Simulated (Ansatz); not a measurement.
## NiO: the change of pressure with volume scale

All results are calculated (Ansatz 0.2.0). Periodic Kohn-Sham DFT of a crystal at fixed atoms, scaled to volume_scale times the given cell; pressure positive in compression, energy less spherical unpolarised free atoms, largest_vzz the field gradient of largest size among the nuclei.

The cell before it is scaled or strained (space group Fm-3m, No. 225):
```
NiO
1.0
      0.0000     2.1085     2.1085
      2.1085     0.0000     2.1085
      2.1085     2.1085     0.0000
Ni O
1 1
Direct
  0.00000 0.00000 0.00000
  0.50000 0.50000 0.50000
```

Settings of every row: method frozen-core PAW; functional PBE; relativity scalar; k mesh 16x16x16; filling fermi-dirac; smearing width 0.03 eV; wave cutoff 420 eV; paw set soft_2.

Atom:
```
element  start moment (bohr magneton)
     Ni                           1.5
      O                             0
```

Limits: semilocal functional can close the gap of open d or f salts; with one magnetic atom in the cell only parallel moments are possible.

```
row  volume scale  V (Å³/atom)  pressure (GPa)  cell moment (bohr magneton)
  1        0.9405        8.816          11.418                         1.64
  2          0.97        9.093           5.359                        1.737
  3             1        9.374           0.001                        1.815
  4          1.03        9.655               ?                            ?
  5          1.06        9.936          -8.801                        1.913
```

Question: what pressure should row 4 give?

Worked fit of pressure. Take u = (V_r/V)^(2/3) − 1 with V_r = 9.2335 Å³ an atom, which is twice the finite (Eulerian) strain; such expansions in the strain, on which the Birch-Murnaghan equation of state is built, carry the rest volume and the bulk modulus. The shown rows have u = 0.03133, 0.01027, -0.01002, -0.04771. Least squares give pressure = 2.592 + 264.636 × u + 542.1 × u² GPa; a straight line predicts inner rows, each left out in turn, worse (root mean square 0.53 against 0.016 GPa). The rows lie off it by 0.003, -0.008, 0.006, -0.001 (root mean square 0.0052 GPa). The pressure vanishes at u = -0.0100, or V = 9.374 Å³ an atom, and there the bulk modulus at fixed shape and fractions is B = −V dP/dV = (2/3)(1 + u) dP/du = 168 GPa. The withheld row has u = -0.02932, so the fit gives 2.592 + 264.636 × (-0.02932) + 542.1 × (-0.02932)² = -4.701 GPa.

The calculation gave -4.686 GPa. The fit lies 0.015 GPa (0.074 % of the column's range) below it; its largest miss of a shown row is 0.008 GPa.

The other values of row 4: cell moment 1.872 bohr magneton.
